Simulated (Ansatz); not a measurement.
## Abstraction of Cl: SbH2Cl + GeH(CH3)2 → SbH2 + GeH(CH3)2Cl

Gas-phase species: SbH2Cl `[Cl][SbH2]`, singlet; GeH(CH3)2, doublet; SbH2 `[SbH2]`, doublet; GeH(CH3)2Cl, singlet. A radical takes Cl: the energy is the difference in strength between the Sb–Cl bond broken and the Ge–Cl bond made.

Shapes, held fixed at every level: PBE0-D4/def2-TZVP. Programs: Ansatz 0.2.0. The zero-point and thermal change to 298 K, harmonic and unscaled (PBE0-D4/def2-TZVP), is 0.0 kJ/mol.

| level | kind | ΔH(298 K) (kJ/mol) | less CCSD(T)/def2-TZVPP |
| --- | --- | --- | --- |
| MP2/def2-SVP | perturbation theory | -137.6 | -12.1 |
| MP2/def2-TZVPP | perturbation theory | -127.7 | -2.2 |
| HF/def2-TZVPP | Hartree–Fock | -127.6 | -2.1 |
| SPW92/def2-TZVPP | LDA | -103.7 | +21.8 |
| B3LYP-D4/def2-TZVPP | global hybrid | -106.6 | +18.9 |
| wB97M-V/def2-TZVPP | range-separated hybrid | -117.7 | +7.8 |
| CCSD(T)/def2-TZVPP | coupled cluster or CI | -125.5 | 0.0 |

The highest level, CCSD(T)/def2-TZVPP, gives ΔH(298 K) = -125.5 kJ/mol; the levels span -137.6 to -103.7. The column of differences is taken from that level and isn't an error. No measured value is set beside it here. Open shells run unrestricted. For atoms past krypton def2 sets carry core potentials with scalar relativity. Relativity is left out for Ge. Outer-core shells of Ge, Sb are correlated, in sets that cover them unevenly.

Chlorine transfer from antimony to germanium is clearly exothermic at every level, so the Ge–Cl bond formed is stronger than the Sb–Cl bond broken. The likely reason is the more compact valence shell of germanium, whose 4p orbitals overlap better with chlorine 3p than the diffuse 5p orbitals of antimony. Repulsion between the antimony and chlorine lone pairs probably weakens the Sb–Cl bond further, while the tetravalent germanium product has no lone pair on the metal centre.

One element–chlorine bond replaces another and the number of unpaired electrons is unchanged, so much of the correlation energy cancels. This explains why Hartree–Fock, at -127.6 kJ/mol, lies so close to coupled cluster, at -125.5 kJ/mol. The density functionals all give a less exothermic reaction, perhaps because their approximate exchange balances the two polar bonds and their radicals unevenly. For MP2, enlarging the basis matters more than the net correlation contribution in the larger basis. The reaction energy fixes only the difference between the bond strengths, not either one separately.
